# Strain-dielectric coefficients of an isotropic solid from the local field

A strained dielectric changes its permittivity. The same two coefficients that describe this change fix the capacitance drift of a stressed film, its strain birefringence and, read in reverse, the electrostrictive strain that a field produces. For a solid of randomly placed polarisable points that follow the macroscopic strain, both coefficients follow from the permittivity alone.

## 1. Conventions and definition

SI formulae are used. $\varepsilon$ is the relative permittivity (the $k$ value) of the unstrained solid and $\chi=\varepsilon-1$. Repeated indices are summed. The strain is the tensor strain $u_{ij}=\tfrac12(\partial_i w_j+\partial_j w_i)$ of the displacement $\mathbf w$, positive in extension; an engineering shear is $2u_{ij}$. The trace $u_{kk}$ is the relative volume change and $u^{d}_{ij}=u_{ij}-\tfrac13u_{kk}\delta_{ij}$ is the shape change. The permittivity tensor is defined by $D_i=\varepsilon_0\varepsilon_{ij}E_j$ in the deformed body, with no rigid rotation.

In an isotropic solid the only symmetric tensors linear in the strain are $u_{ij}$ and $u_{kk}\delta_{ij}$, so

$$\varepsilon_{ij}=\varepsilon\,\delta_{ij}+a_1u_{ij}+a_2u_{kk}\delta_{ij}=\varepsilon\,\delta_{ij}+a_1u^d_{ij}+\left(\tfrac13a_1+a_2\right)u_{kk}\delta_{ij}.\tag{1}$$

Thus $a_1$ is the response to shape and $a_1/3+a_2$ the response to volume.

## 2. Premises

1. **Point units.** The solid consists of identical point units, $N$ per volume, each with dipole $\mathbf p=\alpha\mathbf E_{\rm loc}$. The polarisability $\alpha$ is isotropic and independent of strain.
2. **Random isotropic structure.** The mean density of other units at distance $r$ from a given one is $Ng(r)$, with $g=0$ near $r=0$ and $g=1$ beyond a length $\xi$ much smaller than the sample.
3. **Affine deformation.** Every separation maps as $\mathbf r_0\to\mathbf r=\mathsf F\mathbf r_0$ with $\mathsf F=1+\mathsf u$, small and uniform.
4. **Mean field.** Every unit carries the mean dipole, whatever the positions of its neighbours.
5. **Linear electrostatics.** The response is linear, and $\mathbf E$ and $\mathbf P$ vary only over lengths much larger than $\xi$.

A tilde marks the strained state.

## 3. The local field for any pair distribution

Let $G(\mathbf r)=1/4\pi r$ and let $\mathbf s=\mathbf r/r$. A dipole has potential $-p_j\partial_jG/\varepsilon_0$ and therefore field $E_i=\partial_i\partial_jG\,p_j/\varepsilon_0$. As a distribution,

$$\partial_i\partial_jG=T_{ij}-\tfrac13\delta_{ij}\delta(\mathbf r),\qquad T_{ij}=\frac{3s_is_j-\delta_{ij}}{4\pi r^3},\tag{2}$$

where integrals over $T_{ij}$ exclude a small sphere at the origin. The delta term is fixed by the trace, $\nabla^2G=-\delta(\mathbf r)$, shared equally among three directions because the excluded region is a sphere.

The macroscopic field $\mathbf E$ at the origin is the field of the free charges plus that of the smooth polarisation $\mathbf P$ of the whole body. The mean field on a unit at the origin is the same field of the free charges plus that of all other units, whose dipole density is $\tilde g(\mathbf r)\mathbf P$ by premise 4. Subtracting removes the free charges and all matter beyond $\xi$, and with it the shape of the sample. Within $\xi$, $\mathbf P$ is constant by premise 5:

$$E_{{\rm loc},i}-E_i=\frac{L_{ij}P_j}{\varepsilon_0},\qquad L_{ij}=-\int(1-\tilde g)\,\partial_i\partial_jG\,d^3r .\tag{3}$$

Inserting (2) and $\tilde g(0)=0$,

$$L_{ij}=\tfrac13\delta_{ij}+\int(\tilde g-1)\,T_{ij}\,d^3r .\tag{4}$$

For isotropic $g$ the angular average of $T_{ij}$ vanishes and $L_{ij}=\delta_{ij}/3$, the Lorentz value. Because $T_{kk}=0$, the trace is $L_{kk}=1$ in every state of strain.

## 4. What affine strain does to $N$ and $g$

Volumes scale with $J=\det\mathsf F=1+u_{kk}$ to first order, so $\tilde N=N/J$. The neighbours in an element $d^3r_0$ move into the element $d^3r=J\,d^3r_0$, so $\tilde N\tilde g(\mathbf r)\,d^3r=Ng(r_0)\,d^3r_0$. The factors $J$ cancel:

$$\tilde g(\mathbf r)=g(|\mathsf F^{-1}\mathbf r|).\tag{5}$$

The spherical hole around each unit becomes an ellipsoidal one. To first order $\mathsf F^{-1}\mathbf r=\mathbf r-\mathsf u\mathbf r$, whose length is $r(1-s_ku_{kl}s_l)$, so

$$\tilde g-g=-r\,g'(r)\,s_ku_{kl}s_l .\tag{6}$$

## 5. The change of the local-field tensor

Put (6) into (4) with $d^3r=r^2dr\,d\Omega$. The powers of $r$ cancel, $r\cdot r^{-3}\cdot r^2=1$, and the integral factorises:

$$\delta L_{ij}=-\int_0^\infty g'(r)\,dr\;\left\langle(3s_is_j-\delta_{ij})s_ks_l\right\rangle u_{kl},$$

with $\langle\ \rangle$ the average over directions. The radial factor is $g(\infty)-g(0)=1$, whatever the form of $g$. The angular averages are isotropic, fully symmetric tensors whose prefactors follow from contraction with $s_ks_k=1$:

$$\langle s_is_j\rangle=\tfrac13\delta_{ij},\qquad\langle s_is_js_ks_l\rangle=\tfrac1{15}(\delta_{ij}\delta_{kl}+\delta_{ik}\delta_{jl}+\delta_{il}\delta_{jk}).\tag{7}$$

Hence the angular factor is $\tfrac15(u_{kk}\delta_{ij}+2u_{ij})-\tfrac13u_{kk}\delta_{ij}=\tfrac25u_{ij}-\tfrac2{15}u_{kk}\delta_{ij}$, and

$$L_{ij}=\tfrac13\delta_{ij}-\tfrac25u^d_{ij}.\tag{8}$$

The change is traceless, as required. Stretching along $z$ moves away the neighbours on the axis, whose fields assist a $z$ dipole, relative to the lateral ones, whose fields oppose it. So $L_{zz}$ falls.

**Finite strain.** A second route confirms (8) and shows how far it holds. Let $h=1-g$, with Fourier transform $\hat h(k)$. The transform of $-\partial_i\partial_jG$ is $k_ik_j/k^2$ and that of $h(|\mathsf F^{-1}\mathbf r|)$ is $J\hat h(|\mathsf F\mathbf k|)$, since $\mathsf F$ is symmetric. Substituting $\mathbf q=\mathsf F\mathbf k$ in (3) cancels $J$. The kernel depends only on the direction $\mathbf s$ of $\mathbf q$, and the radial integral gives $h(0)=1$:

$$L_{ij}=\left\langle\frac{m_im_j}{m^2}\right\rangle,\qquad\mathbf m=\mathsf F^{-1}\mathbf s .$$

This is the depolarisation tensor of the ellipsoid into which $\mathsf F$ maps a sphere. For a spheroid of axis ratio $1+\eta$ along $z$, with $\mu=s_z$,

$$L_{zz}=\int_0^1\frac{\mu^2\,d\mu}{\mu^2+(1+\eta)^2(1-\mu^2)}=\frac13-\frac4{15}\eta+\frac6{35}\eta^2+\dots\tag{9}$$

Since $u^d_{zz}=\tfrac23\eta$, the linear term agrees with (8). The quadratic term is $\tfrac9{14}\eta$ times the linear one in size, which is 0.03 at $\eta=0.05$.

## 6. From the local field to the permittivity

The constitutive law is $\mathbf P=\tilde N\alpha(\mathbf E+\mathsf L\mathbf P/\varepsilon_0)$. Dividing by $\tilde N\alpha$ and collecting $\mathbf P$ gives $\varepsilon_0\mathbf E=(\varepsilon_0/\tilde N\alpha-\mathsf L)\mathbf P$. Comparison with $\mathbf P=\varepsilon_0\tilde\chi\mathbf E$ shows

$$\tilde\chi^{-1}=\frac{\varepsilon_0}{\tilde N\alpha}\,1-\mathsf L .\tag{10}$$

Without strain, $1/\chi=\varepsilon_0/N\alpha-\tfrac13$, which is the Clausius–Mossotti relation

$$y\equiv\frac{\varepsilon-1}{\varepsilon+2}=\frac{N\alpha}{3\varepsilon_0},\qquad\frac{\varepsilon_0}{N\alpha}=\frac1{3y}.\tag{11}$$

With strain, $1/\tilde N=(1+u_{kk})/N$ and (8) give

$$\delta(\chi^{-1})_{ij}=\frac{u_{kk}}{3y}\delta_{ij}+\frac25u^d_{ij}.$$

The unstrained $\chi$ is a multiple of the unit matrix, so $\delta\chi=-\chi^2\,\delta(\chi^{-1})$ to first order. With $\chi^2/3y=(\varepsilon-1)(\varepsilon+2)/3$,

$$\delta\varepsilon_{ij}=-\tfrac25(\varepsilon-1)^2u^d_{ij}-\tfrac13(\varepsilon-1)(\varepsilon+2)\,u_{kk}\delta_{ij}.\tag{12}$$

Matching (12) to (1) term by term, and moving $-a_1/3=+\tfrac2{15}(\varepsilon-1)^2$ to the right-hand side,

$$\boxed{a_1=-\tfrac25(\varepsilon-1)^2,\qquad a_2=-\tfrac13(\varepsilon-1)(\varepsilon+2)+\tfrac2{15}(\varepsilon-1)^2}\tag{13}$$

**Volume response.** At fixed $\alpha$, (11) makes $y$ proportional to the mass density $\rho$. Since $dy/d\varepsilon=3/(\varepsilon+2)^2$, one has $\rho\,d\varepsilon/d\rho=y(\varepsilon+2)^2/3=(\varepsilon-1)(\varepsilon+2)/3$. A pure dilatation has $\delta\rho/\rho=-u_{kk}$, so

$$\tfrac13a_1+a_2=-\rho\frac{d\varepsilon}{d\rho}=-\tfrac13(\varepsilon-1)(\varepsilon+2),\tag{14}$$

as (13) gives. The volume term comes from counting dipoles and starts at first order in $\chi$. The shape term comes entirely from the dipole–dipole interaction and starts at $\chi^2$.

## 7. Observables

**Film on a rigid wafer.** Take a film of thickness $d$ and area $A$, normal along 3, bonded to a much stiffer conducting substrate and carrying a thin, unloaded top electrode. Then $u_{11}=u_{22}=0$ and only $u_{33}=u$ is free. From (1), $\varepsilon_{33}=\varepsilon+(a_1+a_2)u$, and

$$C=\frac{\varepsilon_0\varepsilon_{33}A}{d(1+u)},\qquad\frac{\delta C}{C}=\frac{a_1+a_2-\varepsilon}{\varepsilon}\,u .\tag{15}$$

At fixed voltage $V$ the film and its supply minimise $\Phi=\tfrac12c_{11}u^2Ad-\tfrac12CV^2$; the minus sign arises because the supply delivers $V^2\delta C$ while the capacitor stores half of it. Here $c_{11}=Y(1-\nu)/[(1+\nu)(1-2\nu)]$ is the modulus for uniaxial strain, with Young's modulus $Y$ and Poisson's ratio $\nu$. Setting $d\Phi/du=0$, with $E=V/d$ and $|u|\ll1$,

$$c_{11}u=\tfrac12\varepsilon_0E^2\,(a_1+a_2-\varepsilon).\tag{16}$$

The term $-\varepsilon$ is the attraction of the electrodes (Maxwell pressure); $a_1+a_2$ is the electrostriction of the material. By (13), $a_1+a_2=-\tfrac13(\varepsilon-1)(\varepsilon+2)-\tfrac4{15}(\varepsilon-1)^2$.

**Strain birefringence.** With $\varepsilon=n^2$ at the optical frequency, $\delta n=\delta\varepsilon/2n$ for each principal polarisation, and

$$n_3-n_1=\frac{a_1(u_{33}-u_{11})}{2n}.\tag{17}$$

## 8. Range of validity

Polyethylene serves to size the neglected terms. The inputs are typical values: $\varepsilon\approx2.3$, so $y=0.302$; density about 0.95 g/cm³; C–C bond length $b\approx1.54$ Å; molar mass of CH₂ 14.03 g/mol. One relation covers several cases. If the mean polarisability tensor changes by $\delta\alpha_{ij}$, (10) gives

$$\delta\varepsilon_{ij}=\frac{\chi^2}{3y}\,\frac{\delta\alpha_{ij}}{\alpha}.\tag{18}$$

**Point units.** Let $\alpha'=\alpha/4\pi\varepsilon_0$, so that $4\pi N\alpha'=3y$. With CH₂ groups as units, $N=4.08\times10^{22}$ cm⁻³ and $\alpha'=1.77$ Å³. Two point units at distance $b$ in an axial field obey $p=\alpha E+(2\alpha'/b^3)p$, a pair polarisability $2\alpha/(1-2\alpha'/b^3)$. Here $2\alpha'/b^3=0.97$, next to the divergence. Bonded groups cannot be treated as point dipoles. The units have to be larger chain segments with the bonded coupling absorbed in $\alpha$, and such units are neither isotropic nor spherical.

**Mean field.** A unit polarises a neighbour, which acts back on it. With $T'=4\pi T$, so that $T'^2=(3\mathbf{ss}+1)/r^6$, this adds $\delta\alpha_{ij}/\alpha=\alpha'^2\tilde N\int\tilde g\,(T'^2)_{ij}\,d^3r$. Take a step $g$ at diameter $\sigma$ and packing fraction $\phi=\pi N\sigma^3/6$, so that $\alpha'/\sigma^3=y/8\phi$; assume $\phi=0.6$.

- Unstrained, $\langle3\mathbf{ss}+1\rangle=2$ and the term is $\kappa=8\pi N\alpha'^2/3\sigma^3=y^2/4\phi=0.04$. Under affine dilatation $\kappa\propto N/\sigma^3\propto\rho^2$, which adds $\delta\alpha/\alpha=-2\kappa u_{kk}$ and by (18) raises the size of (14) by the fraction $2\kappa=0.08$.
- For a shape change, (6) and (7) give $\delta\alpha_{ij}/\alpha=-\tfrac25\,3y\,(\alpha'/\sigma^3)\,u^d_{ij}$, and (18) shows that $|a_1|$ grows by the fraction $\alpha'/\sigma^3=0.06$.

Terms involving three units enter at the same order in $\alpha'$ and are not evaluated here. The mean-field step is thus good to several per cent at $\varepsilon\approx2.3$, which supports two figures, and it degrades as $y$ grows.

**Fixed polarisability.** If $\alpha\to\alpha(1+\Lambda u_{kk})$, (18) multiplies (14) by $1-\Lambda$. Each 0.1 in $\Lambda$ shifts $a_2$ by 0.19 at $\varepsilon=2.3$. Where lattice vibrations supply much of $\varepsilon$, as in SiO₂ at low frequency and more so in high-$k$ oxides, or where valence electrons are spread over covalent bonds, as in silicon, fixed point polarisabilities do not describe the response and (13) should not be used.

**Anisotropic units.** Let a segment along $\mathbf s$ have $\alpha_{ij}=\alpha\delta_{ij}+\Delta\alpha(s_is_j-\tfrac13\delta_{ij})$, and let its axis turn like a material line, $\tilde{\mathbf s}=\mathbf s+\mathsf u\mathbf s-(\mathbf s\cdot\mathsf u\mathbf s)\mathbf s$. By (7), $\langle\tilde s_i\tilde s_j\rangle=\tfrac13\delta_{ij}+\tfrac23u_{ij}-\tfrac2{15}(u_{kk}\delta_{ij}+2u_{ij})=\tfrac13\delta_{ij}+\tfrac25u^d_{ij}$. Equation (18) then adds $a_1^{\rm or}=\tfrac25\Delta\varepsilon_0$ to $a_1$ and leaves (14) unchanged. Here $\Delta\varepsilon_0=(\chi^2/3y)\Delta\alpha/\alpha$ estimates, to first order in $\Delta\alpha$ and with $L=\tfrac13$, the anisotropy of fully aligned material, $\Delta\varepsilon_0=2n\Delta n_0$. With $n=\sqrt{2.3}$ and a typical intrinsic birefringence $\Delta n_0\approx0.06$, $\Delta\varepsilon_0=0.18$ and $a_1^{\rm or}=+0.07$, opposite in sign to (13).

**Affine deformation.** This is the weakest premise. Suppose the structure at separation $r$ follows only a fraction $f(r)$ of the shape change, so that the deviatoric part of (6) is multiplied by $f$. Section 5 then gives

$$a_1=-\tfrac25(\varepsilon-1)^2\bar f,\qquad\bar f=\int_0^\infty f(r)\,g'(r)\,dr .\tag{19}$$

The weight $g'$ sits at the edge of the hole and in the first neighbour shells, where bonding and packing resist the imposed shape most. The neglected term can therefore be as large as $a_1$ itself. In a liquid $\bar f=0$. The volume response (14) survives, because $L=\tfrac13$ for any isotropic $g$.

**Uniformity.** The strain must vary slowly on the scale $\xi$. A strain gradient also induces a flexoelectric polarisation at zero field, which (1) does not contain. Space charge, voids and electrode gaps make the field non-uniform and invalidate (16).

In summary, (14) requires fixed $\alpha$ and moderate $\varepsilon$. The value of $a_1$ requires in addition a frozen, nearly isotropic structure that deforms affinely down to neighbour distance, probed faster than it relaxes, at strains below a few per cent.

## 9. Numerical illustration: polyethylene

Polyethylene is nearly non-polar, so one typical value $\varepsilon\approx2.3$ serves at low and optical frequencies. The model depends on $\varepsilon$ only, so a non-polar organic low-$k$ film with $k=2.3$ has the same model coefficients. Guard digits are carried in the table, with $\chi^2=1.69$.

| quantity | model value |
|---|---|
| $a_1$ | $-0.676$ |
| $a_1/3+a_2$ | $-1.863$ |
| $\tfrac2{15}\chi^2$ | $0.225$ |
| $a_2$ | $-1.638$ |
| $a_1+a_2$ | $-2.314$ |
| $a_1+a_2-\varepsilon$ | $-4.614$ |

To the supported precision, $a_1=-0.68$ and $a_2=-1.6$. By (15), $\delta C/C=-2.0\,u$ for the clamped film, twice what the thickness change alone would give.

Take a 1 µm film at 1 MV/cm, that is 100 V, with illustrative quasi-static constants $Y\approx1.0$ GPa and $\nu\approx0.45$. Then $c_{11}=3.79$ GPa and $\tfrac12\varepsilon_0E^2=44.3$ kPa. The right-hand side of (16) is $-204$ kPa, and the model's strain is $u=-54$ ppm, a thickness change of $-54$ pm. The Maxwell term alone gives $-27$ ppm, so electrostriction doubles the compression. The result is sensitive to $\nu$: with $\nu=0.42$, $c_{11}=2.55$ GPa and $u=-80$ ppm.

For a free strip stretched by 1 per cent, $u_{33}-u_{11}=(1+\nu)\times0.01=0.0145$, and (17) gives the model's birefringence $n_3-n_1=-3.2\times10^{-3}$.

The two results react differently to the weak premise. The orientation term overtakes the affine term in $a_1$ once $\bar f$ falls below about 0.1, and the amorphous fraction of polyethylene, being above its glass transition at room temperature, can relax its local packing. In the limit $\bar f=0$, $a_1=+0.07$ and $a_1+a_2=(a_1/3+a_2)+\tfrac23a_1=-1.82$. The birefringence changes sign, while the film strain at $\nu=0.45$ moves only to $-48$ ppm; the affine value is 12 per cent larger in size. As typical knowledge, not as a measurement, stretched polyethylene is positively birefringent, with $a_1$ of order $+0.1$, while its permittivity follows the Clausius–Mossotti density dependence closely. The affine model therefore misses $a_1$ of polyethylene in sign and overstates its size several times, whereas its volume coefficient is the part that carries over. In the bracket of (16), $a_1+a_2-\varepsilon=(a_1/3+a_2)+\tfrac23a_1-\varepsilon$, the volume coefficient supplies 81 per cent of the electrostrictive part $a_1+a_2$ and contributes $-22$ ppm to the strain, beside $-27$ ppm from the Maxwell term. Together these two make up 90 per cent of the affine value, so the model's thickness strain of about $-50$ ppm at 1 MV/cm depends only weakly on $a_1$.